**Student:** The junction is overdamped, so it should be classical. Why does $\hbar$ survive?

**Lecturer:** Because damping has to be compared with two scales. Take an Ohmic bath, $M\ddot q+M\gamma\dot q+V'=\xi$. In imaginary time its influence functional gives the Matsubara mode $\nu_n=n\nu$, $\nu=2\pi k_BT/\hbar$, the stiffness $M(a_n+\omega_0^2)$ with $a_n=\nu_n^2+\gamma|\nu_n|$ in a well of frequency $\omega_0$. With $\beta=1/k_BT$, the mode $n=0$ gives $1/\beta M\omega_0^2$, and the others add
$$\frac{2}{M\beta}\sum_{n\ge1}\frac1{a_n+\omega_0^2}=\frac{\hbar\,[\psi(1+\lambda_1/\nu)-\psi(1+\lambda_2/\nu)]}{\pi M(\lambda_1-\lambda_2)},$$
where $\psi$ is the digamma function and $\lambda_{1,2}=\gamma/2\pm\sqrt{\gamma^2/4-\omega_0^2}$. For $\gamma\gg\omega_0$, $\lambda_1\approx\gamma$ and $\lambda_2\approx\omega_0^2/\gamma$. Three rates leave two groups, $y=\gamma/\nu$ and $\epsilon=\omega_0^2/\gamma\nu$. If also $\epsilon\ll1$, the excess variance is
$$\Lambda=\frac{\hbar}{\pi M\gamma}L(y),\qquad L=\psi(1+y)+C_E,$$
with Euler's constant $C_E$.

**Student:** "Also"? Isn't $\gamma\gg\omega_0$ enough?

**Lecturer:** No. That only says $\epsilon/y=\omega_0^2/\gamma^2\ll1$, and its correction to the prefactor is $1+2\epsilon/y$. Separately, $\psi(1+\epsilon)\approx-C_E+\pi^2\epsilon/6$ lowers the bracket by $\pi^2\epsilon/6$. For $\epsilon\gg1$, $\psi(1+\epsilon)\approx\ln\epsilon+1/2\epsilon$; the second term cancels the classical variance, and the total freezes at $(\hbar/\pi M\gamma)\ln(\gamma^2/\omega_0^2)$.

**Student:** And in $y$?

**Lecturer:** For $y\ll1$, $L=(\pi^2/6)\,y\,[1-0.73\,y]$, the coefficient being $\zeta(3)/\zeta(2)$, so $\Lambda\to\hbar^2\beta/12M$, the friction-free Wigner correction. For $y\gg1$, $L=\ln y+C_E+1/2y$: friction squeezes the spread as $\ln\gamma/\gamma$. The crossover is $y=1$, where $L=1$ exactly, at $T_\gamma=\hbar\gamma/2\pi k_B$.

**Student:** That is a harmonic well. Where does a Smoluchowski equation come from?

**Lecturer:** To first order in $\Lambda$, the path average $\bar q$ feels $V+\Lambda V''/2$, and $q$ is $\bar q$ smeared with variance $\Lambda$, the operator $1+\tfrac{\Lambda}{2}\partial_q^2$. Together,
$$P_{eq}\propto e^{-\beta V}\left[1-\Lambda\beta V''+\tfrac12\Lambda\beta^2V'^2\right].$$
Assume a time-local equation for times beyond $1/\gamma$ and $\hbar\beta$, which is sensible when relaxation at $\lambda_2$ is slower than both. Without inertia, $M\gamma\,d\langle q\rangle/dt=-\langle V'\rangle$ fixes the drift. Zero current in $P_{eq}$ then fixes the diffusion:
$$\partial_tP=\frac1{M\gamma}\partial_q\left[V'+k_BT\,\partial_q\frac1{1-\Lambda\beta V''}\right]P .$$
Its zero-current state is $(1-\Lambda\beta V'')e^{-\Psi}$ with $\Psi=\beta V-\Lambda\beta^2V'^2/2$.

**Student:** That denominator can vanish. I don't trust it.

**Lecturer:** Trust it to first order only. The stationary-flux rate is $k=[\beta M\gamma\int_{well}(1-\Lambda\beta V'')e^{-\Psi}dq\int_{top}e^{\Psi}dq]^{-1}$. Gaussian integrals give the Kramers rate $(\omega_0\omega_b/2\pi\gamma)e^{-\beta V_b}$ times $\sqrt{(1+x_b)/(1-x_0)}$, with $x_i=\beta\Lambda M\omega_i^2$, barrier height $V_b$ and barrier frequency $\omega_b$. To first order this is
$$f=\exp[\beta\Lambda M(\omega_0^2+\omega_b^2)/2].$$
The ratio of fluctuation determinants at well and top is an independent route: $f=\prod_{n\ge1}(a_n+\omega_0^2)/(a_n-\omega_b^2)$. Expanding its logarithm with $\sum_{n\ge1}1/a_n=M\beta\Lambda/2$ gives the same exponent. That expansion needs only $\omega_i^2\ll a_1$, so the exponential outlives the pole at $x_0=1$. The product diverges at $a_1=\omega_b^2$, that is at $T_0\approx\hbar\omega_b^2/2\pi\gamma k_B$, where tunnelling takes over.

**Student:** Now the junction.

**Lecturer:** In the RCSJ model $q=\varphi$, $M=(\hbar/2e)^2C$, $\gamma=1/RC$, $V=-E_J\cos\varphi-\hbar I\varphi/2e$ and $E_J=\hbar I_c/2e$. At zero bias $\omega_0^2=\omega_b^2=E_J/M$. The period of the phase adds a third group, $\rho=R/R_Q$ with $R_Q=h/4e^2=6.453$ kΩ, and
$$\Lambda=2\rho L,\quad \epsilon=\frac{2eI_cR}{2\pi k_BT},\quad u\equiv\beta E_J=\frac\epsilon\rho,\quad \ln f=x=u\Lambda=2\epsilon L .$$
The McCumber parameter is $\beta_c=\epsilon/y$. As illustrative inputs take $I_c=0.2$ μA, $R=10$ Ω for the whole shunt including leads, and $C=10$ fF, at 1 K:

| $y$ | $\epsilon$ | $\rho$ | $u$ | $\beta_c$ | $L$ | $\Lambda$ (rad²) | $x$ |
|---|---|---|---|---|---|---|---|
| 12.16 | $7.39\times10^{-3}$ | $1.55\times10^{-3}$ | 4.77 | $6.1\times10^{-4}$ | 3.116 | $9.66\times10^{-3}$ | 0.046 |

So $f=1.047$. The Wigner form would put 20.0 in place of $L$, too large by a factor 6.4. At fixed $I_c$, $R$ and $C$ the crossovers are $T_\gamma=12.2$ K, $E_J/k_B=4.77$ K, $x=1$ at 82 mK and $T_0=7.4$ mK. Taking the transition temperature of Nb as approximately 9 K, the whole superconducting range has $y>1$.

**Student:** With $u$ below five, Kramers is itself rough. Doesn't that swamp your effect?

**Lecturer:** It rivals it, so drop the Gaussians. For a small tilt $\Psi$ falls by $2\pi\beta\hbar I/2e$ per period, and the periodic stationary flux gives the zero-bias resistance $R_0=R/AB$, where $A$ and $B$ are the period averages of $(1-\Lambda\beta V'')e^{-\Psi}$ and $e^{\Psi}$ at $I=0$. One integration by parts gives $A=B=I_0(u)-\Lambda uI_1(u)/2$ to first order, with modified Bessel functions $I_n$. Classically $R_0=R/I_0^2=20.4$ mΩ, whereas Kramers hopping gives $2\pi u\,e^{-2u}R=21.7$ mΩ, 6 % higher. The quantum shift is
$$\delta\ln R_0=x\,I_1(u)/I_0(u).$$
The ratio goes as $u/2$ for $u\ll1$, giving $\Lambda u^2/2$, and as $1-1/2u$ for $u\gg1$, recovering $f$. Here it is 0.888, so $\delta\ln R_0=0.041$. The other corrections are smaller: inertia changes the barrier rate by $-\beta_c$, and $\pi^2\epsilon/6=0.012$ is 0.4 % of $L$.

**Student:** Then I could measure it.

**Lecturer:** Hardly from one number. Since $I_0'=I_1$, the result is the classical one with $E_J\to E_J(1-\Lambda/2)$, a change of 0.48 % in $I_c$, and $I_c$ of an SNS junction itself depends strongly on temperature. The logarithm is also soft. It collects the admittance from $\hbar\nu=0.54$ meV to $\hbar\gamma=6.6$ meV, where a constant $R$ is an assumption, and $C=1$ fF would give $L=5.38$ and $x=0.080$.

**Student:** So what is that 4 % a property of?

**Lecturer:** Of the model. Typical Nb SNS junctions carry microamperes to milliamperes at 1 K, and there $e^{-2u}$ hides phase diffusion altogether. The inputs were chosen to represent a long, weak junction with its Thouless energy well below $k_BT$, where $I_cR=2$ μV is plausible and the current-phase relation is typically close to sinusoidal. What carries over is the scaling: at large $u$ the relative enhancement follows $eI_cR/k_BT$ times a logarithm of $\hbar/RCk_BT$.